**Helium-like Ni²⁶⁺: which 1snl levels leave the screened Dirac pattern**

The table holds excitation energies, term purities and g factors of 1snl levels (n = 2 to 5) from a no-pair Dirac B-spline calculation, as Coulomb CI and with Breit and QED added; the ion has no core. The program tests, with no fitted parameters, a Dirac electron in charge 27 plus hydrogenic penetration, exchange and singlet-triplet mixing against the CI column, and Breit-Pauli contact, spin-other-orbit and spin-spin terms against the change between the columns. The Coulomb model reproduces excess bindings of up to 47.6 eV, with the worst residual, 1.29 eV, at 1s2p ³P₀. The levels 1s2p ³P₀ and 1s2s ¹S₀ lose 2.84 and 2.27 eV of binding; the contact term gives 1.57 eV for a computed 1.60 eV widening of the 2s singlet-triplet gap, and the far-electron terms give 2.85 eV for a computed 2.67 eV narrowing of the 2p triplet. Changes at n = 4 and 5 are close to the rounding of the table.

Levels of helium-like Ni26+ (Z = 28) from B-spline many-body code 1: no-pair Dirac configuration interaction (CI) for two electrons with no core, finite nucleus of rms radius 3.7757 fm. The CI energies include only the Coulomb interaction between the electrons; the CI+MBPT energies add the Breit interaction and QED. Both are excitation energies above 1s2.

## Script

```python
# Table: levels of He-like Ni26+ (eV), B-spline no-pair Dirac code, CI and CI+Breit+QED (no core).
# Tested: screened Dirac + penetration + exchange against CI; Breit-Pauli terms against the CI-to-final change.
T = {
    'level_configuration': ['1s2', '1s2s', '1s2p', '1s2p', '1s2s', '1s2p', '1s2p', '1s3s', '1s3p', '1s3s', '1s3p', '1s3p', '1s3d', '1s3d', '1s3p', '1s3d', '1s3d', '1s4s', '1s4p', '1s4s', '1s4p', '1s4p', '1s4d', '1s4d', '1s4p', '1s4d', '1s4f', '1s4d', '1s4f', '1s4f', '1s4f', '1s5s', '1s5p', '1s5s', '1s5p', '1s5p'],
    'level_term': ['1S', '3S', '3P', '3P', '1S', '3P', '1P', '3S', '3P', '1S', '3P', '3P', '3D', '3D', '1P', '3D', '1D', '3S', '3P', '1S', '3P', '3P', '3D', '3D', '1P', '3D', '3F', '1D', '3F', '3F', '1F', '3S', '3P', '1S', '3P', '3P'],
    'level_j': [0, 1, 0, 1, 0, 2, 1, 1, 0, 0, 1, 2, 2, 1, 1, 3, 2, 1, 0, 0, 1, 2, 2, 1, 1, 3, 3, 2, 2, 4, 3, 1, 0, 0, 1, 2],
    'level_parity': ['even', 'even', 'odd', 'odd', 'even', 'odd', 'odd', 'even', 'odd', 'even', 'odd', 'odd', 'even', 'even', 'odd', 'even', 'even', 'even', 'odd', 'even', 'odd', 'odd', 'even', 'even', 'odd', 'even', 'odd', 'even', 'odd', 'odd', 'odd', 'even', 'odd', 'even', 'odd', 'odd'],
    'level_jj': ['1/2,1/2', '1/2,1/2', '1/2,1/2', '1/2,1/2', '1/2,1/2', '1/2,3/2', '1/2,3/2', '1/2,1/2', '1/2,1/2', '1/2,1/2', '1/2,1/2', '1/2,3/2', '1/2,3/2', '1/2,3/2', '1/2,3/2', '1/2,5/2', '1/2,5/2', '1/2,1/2', '1/2,1/2', '1/2,1/2', '1/2,1/2', '1/2,3/2', '1/2,3/2', '1/2,3/2', '1/2,3/2', '1/2,5/2', '1/2,5/2', '1/2,5/2', '1/2,5/2', '1/2,7/2', '1/2,7/2', '1/2,1/2', '1/2,1/2', '1/2,1/2', '1/2,1/2', '1/2,3/2'],
    'level_term_purity': [1.0, 1.0, 1.0, 0.889, 1.0, 1.0, 0.888, 1.0, 1.0, 1.0, 0.878, 1.0, 0.645, 1.0, 0.878, 1.0, 0.645, 1.0, 1.0, 1.0, 0.874, 1.0, 0.658, 1.0, 0.874, 1.0, 0.569, 0.658, 1.0, 1.0, 0.569, 1.0, 1.0, 1.0, 0.871, 1.0],
    'level_lande_g': [None, 2.002, None, 1.445, None, 1.501, 1.056, 2.002, None, None, 1.44, 1.501, 1.108, 0.4988, 1.061, 1.334, 1.059, 2.002, None, None, 1.438, 1.501, 1.11, 0.4988, 1.063, 1.334, 1.048, 1.057, 0.6659, 1.251, 1.036, 2.002, None, None, 1.437, 1.501],
    'level_energy_ci_ev': [0.0, 7743.0, 7772.6, 7777.2, 7776.0, 7798.3, 7817.4, 9174.7, 9182.9, 9183.3, 9184.1, 9190.4, 9195.1, 9195.0, 9195.6, 9197.4, 9197.6, 9670.5, 9673.9, 9674.0, 9674.4, 9677.1, 9679.0, 9679.0, 9679.2, 9680.0, 9680.1, 9680.1, 9680.1, 9680.6, 9680.6, 9898.7, 9900.4, 9900.5, 9900.7, 9902.1],  # eV
    'level_energy_ev': [0.0, 7730.7, 7762.6, 7764.8, 7765.4, 7785.5, 7804.7, 9161.9, 9170.7, 9171.1, 9171.4, 9177.5, 9182.1, 9182.2, 9182.7, 9184.4, 9184.8, 9657.7, 9661.3, 9661.4, 9661.6, 9664.2, 9666.1, 9666.1, 9666.3, 9667.0, 9667.2, 9667.2, 9667.2, 9667.7, 9667.7, 9885.8, 9887.7, 9887.7, 9887.8, 9889.1],  # eV
}
import numpy as np
from scipy.constants import alpha as a, physical_constants as pc
from scipy.special import eval_genlaguerre as Lag
from scipy.integrate import trapezoid as tz, cumulative_trapezoid as ct
Ha = pc['Hartree energy in eV'][0]; Z = 28
# further outputs of the same run: ionisation energies, and two-decimal energies of the first 14 levels
IE, IEc, E2e, IEt = 10288.0, 10300.9, 21063.5, 10288.9
fc = [0,7742.97,7772.64,7777.21,7775.99,7798.27,7817.39,9174.65,9182.86,9183.34,9184.14,9190.43,9195.14,9195.03]
ff = [0,7730.74,7762.58,7764.82,7765.36,7785.54,7804.70,9161.92,9170.74,9171.10,9171.35,9177.54,9182.13,9182.25]
Ec = fc + list(T['level_energy_ci_ev'][14:]); Ef = ff + list(T['level_energy_ev'][14:])
dirac = lambda z,n,k: Ha/a**2*(1-1/np.sqrt(1+(z*a/(n-k+np.sqrt(k*k-(z*a)**2)))**2))
r = np.geomspace(1e-6, 6, 20000)
def P(n,l,z):
    x = 2*z*r/n; p = x**(l+1)*np.exp(-x/2)*Lag(n-l-1, 2*l+1, x)
    return p/np.sqrt(tz(p*p, r))
def parts(n,l):  # outer charge 27, but 28 for s (orthogonal to 1s)
    p = P(n,l,Z if l == 0 else Z-1); f = p*P(1,0,Z)
    D = Ha*tz(p*p*(Z+1/r)*np.exp(-2*Z*r), r)
    K = Ha*2*tz(f/r**(l+1)*ct(f*r**l, r, initial=0), r)/(2*l+1)
    if l == 0: return D, K, 0.0, Ha*a*a*tz(f*f/r**2, r)
    return D, K, 2*(dirac(Z-1,n,l)-dirac(Z-1,n,l+1))/(2*l+1), Ha*a*a*(Z-1)**3/(n**3*l*(l+.5)*(l+1))
R = {}
for i in range(1, len(Ec)):
    c = T['level_configuration'][i]; n = int(c[2]); l = 'spdf'.index(c[3]); t = T['level_term'][i]; J = int(T['level_j'][i])
    k = (int(T['level_jj'][i].split(',')[1][0])+1)//2; D,K,z,b = parts(n,l)
    m = D+K if t[0] == '3' else D-K
    if l and J == l:
        o = z*np.sqrt(l*(l+1))/2; e = np.linalg.eigvalsh([[-K-z/2,o],[o,K]])[0 if t[0] == '3' else 1]
        m = dirac(Z-1,n,l+1)+z*l/2+D-e-dirac(Z-1,n,k)
    R.setdefault(t+str(J), {})[n] = dict(x=IEc-Ec[i]-dirac(Z-1,n,k), m=m, loss=(IEc-Ec[i])-(IE-Ef[i]),
                                         c=Ec[i], f=Ef[i], p=T['level_term_purity'][i], l=l)
fm = lambda v,d=2: ' '.join(f'{x:.{d}f}' for x in v)
print('Rounding: levels 0.005 eV (to 3d 3D1), 0.05 eV above; each IE 0.05 eV; losses share 0.1 eV from the IEs')
print('A. CI binding minus Dirac(27), eV, rising n | model D, K, mixing | CI - model')
for s,d in R.items():
    print(f"{s} n={min(d)}-{max(d)}: {fm(v['x'] for v in d.values())} | {fm(v['m'] for v in d.values())} | {fm(v['x']-v['m'] for v in d.values())}")
print('D, K, zeta (eV): ' + '; '.join(f"{n}{'spdf'[l]} {fm(parts(n,l)[:3])}" for n,l in [(2,0),(2,1),(3,2),(4,3)]))
print('B. Loss of binding, CI to final, eV, rising n | loss x n^3')
for s,d in R.items():
    if s[1] != 'F': print(f"{s}: {fm(v['loss'] for v in d.values())} | {fm((v['loss']*n**3 for n,v in d.items()),0)}")
print('4f losses (eV): ' + fm(d[4]['loss'] for s,d in R.items() if s[1] == 'F'))
q = dirac(Z,1,1)-(E2e-IE); con = Ha*a*a*Z**3/4
print(f'1s2: IE loss {IEc-IE:.1f} eV; 1s one-electron correction {q:.2f}; remainder {IEc-IE-q:.2f}; contact {con:.2f}')
print(f'1s correction / n^3, n=2-5: {fm(q/n**3 for n in range(2,6))} eV; IE minus tabulated {IE-IEt:.1f} eV')
gap = lambda u,w,n,k: R[u][n][k]-R[w][n][k]
print(f"1S0-3S1 gap n=2-5, CI: {fm(gap('1S0','3S1',n,'c') for n in range(2,6))}; 2K: {fm(2*parts(n,0)[1] for n in range(2,6))} eV")
ds = [gap('1S0','3S1',n,'f')-gap('1S0','3S1',n,'c') for n in range(2,6)]; cs = [parts(n,0)[3] for n in range(2,6)]
print(f'C. Change of 1S0-3S1 gap: {fm(ds)} | contact term: {fm(cs)} eV')
print('D. Triplet interval J=l-1 to l+1, eV: CI | final | change | Breit model')
rat = {}
for l,L in [(1,'P'),(2,'D'),(3,'F')]:
    u,w = f'3{L}{l+1}', f'3{L}{l-1}'; ns = list(R[u]); cf = l+.5+(l+1)/(4*l-2)-l/(4*l+6)
    ch = [gap(u,w,n,'f')-gap(u,w,n,'c') for n in ns]; mo = [-cf*parts(n,l)[3] for n in ns]; rat[l] = ch[0]/mo[0]
    print(f"3{L}: {fm(gap(u,w,n,'c') for n in ns)} | {fm(gap(u,w,n,'f') for n in ns)} | {fm(ch)} | {fm(mo)}")
print('E. Purity of 3L, J=l: table | Coulomb model | with beta in the mixing | jj limit')
for l,L in [(1,'P'),(2,'D'),(3,'F')]:
    d = R[f'3{L}{l}']; pp = [parts(n,l) for n in d]
    pu = lambda w: [.5+.5*(2*K+z/2)/np.hypot(2*K+z/2, (z+w*b)*np.sqrt(l*(l+1))) for D,K,z,b in pp]
    print(f"3{L}{l}: {fm((v['p'] for v in d.values()),3)} | {fm(pu(0),3)} | {fm(pu(1),3)} | {(l+1)/(2*l+1):.3f}")
for u,w,n in [('1S0','3P1',2),('3P1','3P0',2),('3P2','3P1',2),('3D2','3D1',3)]:
    print(f"n={n} {u}-{w}: CI {gap(u,w,n,'c'):.2f}, final {gap(u,w,n,'f'):.2f} eV")
top = sorted(((v['loss'],s,n) for s,d in R.items() for n,v in d.items()), reverse=True)[:2]
assert {(s,n) for _,s,n in top} == {('3P0',2),('1S0',2)}
assert all(abs(d[4]['x']) < 0.2 for s,d in R.items() if s[1] == 'F')
assert 0.8 < ds[0]/cs[0] < 1.2 and 0.75 < rat[1] < 1.25
assert abs(R['3F3'][4]['p']-4/7) < 0.01
```

Output:

```
Rounding: levels 0.005 eV (to 3d 3D1), 0.05 eV above; each IE 0.05 eV; losses share 0.1 eV from the IEs
A. CI binding minus Dirac(27), eV, rising n | model D, K, mixing | CI - model
3S1 n=2-5: 47.58 13.29 5.52 2.80 | 47.29 13.25 5.49 2.79 | 0.29 0.04 0.03 0.01
3P0 n=2-5: 17.91 5.08 2.12 1.10 | 16.62 4.72 1.97 1.00 | 1.29 0.36 0.15 0.10
3P1 n=2-5: 13.34 3.80 1.62 0.80 | 12.20 3.48 1.45 0.74 | 1.14 0.33 0.17 0.06
1S0 n=2-5: 14.56 4.60 2.02 1.00 | 13.85 4.46 1.93 1.00 | 0.71 0.14 0.09 0.00
3P2 n=2-5: 16.95 4.82 2.00 0.97 | 16.62 4.72 1.97 1.00 | 0.32 0.10 0.04 -0.03
1P1 n=2-4: -2.17 -0.35 -0.10 | -2.54 -0.39 -0.12 | 0.36 0.05 0.02
3D2 n=3-4: 0.11 0.10 | 0.10 0.05 | 0.02 0.05
3D1 n=3-4: 0.22 0.10 | 0.21 0.12 | 0.01 -0.02
3D3 n=3-4: 0.25 0.11 | 0.21 0.12 | 0.03 -0.01
1D2 n=3-4: 0.05 0.01 | 0.01 0.01 | 0.03 0.00
3F3 n=4-4: 0.01 | 0.00 | 0.01
3F2 n=4-4: 0.01 | 0.00 | 0.01
3F4 n=4-4: 0.01 | 0.00 | 0.01
1F3 n=4-4: 0.01 | 0.00 | 0.01
D, K, zeta (eV): 2s 30.57 16.72 0.00; 2p 4.83 11.79 16.44; 3d 0.06 0.16 0.96; 4f 0.00 0.00 0.14
B. Loss of binding, CI to final, eV, rising n | loss x n^3
3S1: 0.67 0.17 0.10 -0.00 | 5 5 6 -0
3P0: 2.84 0.78 0.30 0.20 | 23 21 19 25
3P1: 0.51 0.11 0.10 -0.00 | 4 3 6 -0
1S0: 2.27 0.66 0.30 0.10 | 18 18 19 13
3P2: 0.17 0.01 0.00 -0.10 | 1 0 0 -13
1P1: 0.21 0.00 -0.00 | 2 0 -0
3D2: -0.11 0.00 | -3 0
3D1: 0.12 0.00 | 3 0
3D3: -0.10 -0.10 | -3 -6
1D2: 0.10 0.00 | 3 0
4f losses (eV): 0.00 0.00 0.00 0.00
1s2: IE loss 12.9 eV; 1s one-electron correction 5.08; remainder 7.82; contact 7.95
1s correction / n^3, n=2-5: 0.64 0.19 0.08 0.04 eV; IE minus tabulated -0.9 eV
1S0-3S1 gap n=2-5, CI: 33.02 8.69 3.50 1.80; 2K: 33.44 8.79 3.57 1.79 eV
C. Change of 1S0-3S1 gap: 1.60 0.49 0.20 0.10 | contact term: 1.57 0.45 0.19 0.10 eV
D. Triplet interval J=l-1 to l+1, eV: CI | final | change | Breit model
3P: 25.63 7.57 3.20 1.70 | 22.96 6.80 2.90 1.40 | -2.67 -0.77 -0.30 -0.30 | -2.85 -0.85 -0.36 -0.18
3D: 2.37 1.00 | 2.15 0.90 | -0.22 -0.10 | -0.20 -0.08
3F: 0.50 | 0.50 | 0.00 | -0.04
E. Purity of 3L, J=l: table | Coulomb model | with beta in the mixing | jj limit
3P1: 0.889 0.878 0.874 0.871 | 0.904 0.894 0.890 0.889 | 0.893 0.883 0.879 0.878 | 0.667
3D2: 0.645 0.658 | 0.661 0.676 | 0.651 0.665 | 0.600
3F3: 0.569 | 0.574 | 0.569 | 0.571
n=2 1S0-3P1: CI -1.22, final 0.54 eV
n=2 3P1-3P0: CI 4.57, final 2.24 eV
n=2 3P2-3P1: CI 21.06, final 20.72 eV
n=3 3D2-3D1: CI 0.11, final -0.12 eV
```
